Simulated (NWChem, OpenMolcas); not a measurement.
# Cu2: a line through the functionals

The species is Cu2 (2 atoms), meant as a singlet with charge 0. As SMILES, `[Cu][Cu]`. The bond length is the measured one.

The electronic atomisation energy y, in eV, basis def2-SVPD; a is the functional's share of exact exchange. Programs: NWChem 7.3.0, OpenMolcas 26.06.

| functional | program | a | y (eV) |
| --- | --- | --- | --- |
| TPSS | NWChem | 0 | 2.74 |
| PBE | NWChem | 0 | 2.76 |
| B3LYP | OpenMolcas | 0.2 | 2.32 |
| PBE0 | NWChem | 0.25 | ? |
| BHLYP | NWChem | 0.5 | 1.84 |

Question: Fit y = c + s·a to the known rows and predict PBE0.

Answer: 
1. Means of the 4 rows: a = 0.1750, y = 2.415.
2. Σ(Δa)² = 0.1675, Σ(Δa·Δy) = -0.3065, so the slope is -0.3065/0.1675 = -1.8299.
3. Intercept: 2.415 − (-1.8299) × 0.1750 = 2.735. The largest residual of the fit is 0.049.
4. PBE0: 2.735 + (-1.8299) × 0.25 = 2.28 eV.

The run gave 2.20 eV, so the prediction is off by +0.08 eV, more than the scatter of the fit.

The binding of Cu2 weakens steadily as exact exchange is added, and the computed PBE0 value keeps to that order. The bond is mainly a 4s-4s σ pair over nearly filled 3d shells. Semilocal exchange mimics part of the left-right correlation in that pair, and exact exchange removes this contribution without a matching gain in correlation. Because copper is essentially d¹⁰s¹ both as an atom and in the dimer, the trend probably reflects the description of the bond more than a change in d occupation. Against the known bond energy, TPSS and PBE clearly overbind, while BHLYP underbinds.

The PBE0 miss suggests that a is not the only variable: the line mixes different semilocal exchange and correlation parts. PBE to PBE0 is the cleaner comparison, and its fall from 2.76 to 2.20 eV is steeper than the fitted slope. With four points and two fitted parameters, the residuals are also a poor guide to predictive error, so the line supports the direction of the effect better than a value for an individual functional.
